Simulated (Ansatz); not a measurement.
**Ge: energy along a strain**

Ge, Cmcm, a = 2.976 Å, b = 5.189 Å, c = 4.728 Å (as given, not relaxed at this level: 0.4 GPa, forces to 0.01 eV/Å). This isn't the element's structure at ambient conditions. Ansatz: PBEsol, PAW, 420 eV, Γ-centred 18×18×10 mesh on 2 atoms, Gaussian smearing 0.15 eV; no spin polarisation. Cell vectors (Å): 1.488 -2.595 0.000; 1.488 2.595 0.000; 0.000 0.000 4.728. The cell is strained by x per cent times the pattern (0 1 0 0 0 0) in the order xx yy zz yz xz xy (engineering shears), with fractional coordinates held. y is the free energy over the start, V0 = 18.253 Å³/atom.

```tsv
x (%)	y (meV/atom)
-2.00	?
-1.50	1.48
-1.00	0.77
-0.50	0.27
0.00	0.00
0.50	-0.03
1.00	0.22
1.50	0.76
1.75	1.14
2.00	1.59
```

Q: Fit y = c1 x + c2 x² + c3 x³ to the other rows, get the stiffness along the pattern, and predict the missing energy.

A: Least squares on the rows shown. y = −0.2997 x + 0.4968 x² + 0.02586 x³. The clamped-ion stiffness p·C·p = 2 × 4.968 eV × 160.2 / 18.253 Å³ = 87 GPa, which is C22 in these axes (second derivative at the start, which stands under stress). At x = -2.00 the fit asked for gives 2.38 meV/atom. The run gave 2.42 meV/atom, so the fit is 0.04 meV/atom too low, a small miss on the scale of the series.

The energy is lowest on the slightly stretched side, as the negative linear term requires: the cell pushes outward along b, in keeping with its small residual pressure. The quadratic term dominates at the larger strains and gives a clear restoring response. The positive cubic term is less usual, since overlap repulsion normally makes a crystal stiffer in compression than in tension, whereas here the fitted curvature grows on stretching. Dense germanium phases are typically metallic, with the directional sp3 network of the diamond form lost, so strain-induced shifts of bands near the Fermi level may offset the usual repulsive anharmonicity; the energies alone can't establish this. The withheld point lies above the cubic curve, which suggests that higher-order terms begin to counter the softening in compression. Letting the atoms relax within the strained cell could only lower the 87 GPa stiffness or leave it unchanged, and a positive curvature along this one pattern doesn't establish mechanical stability against other strains.
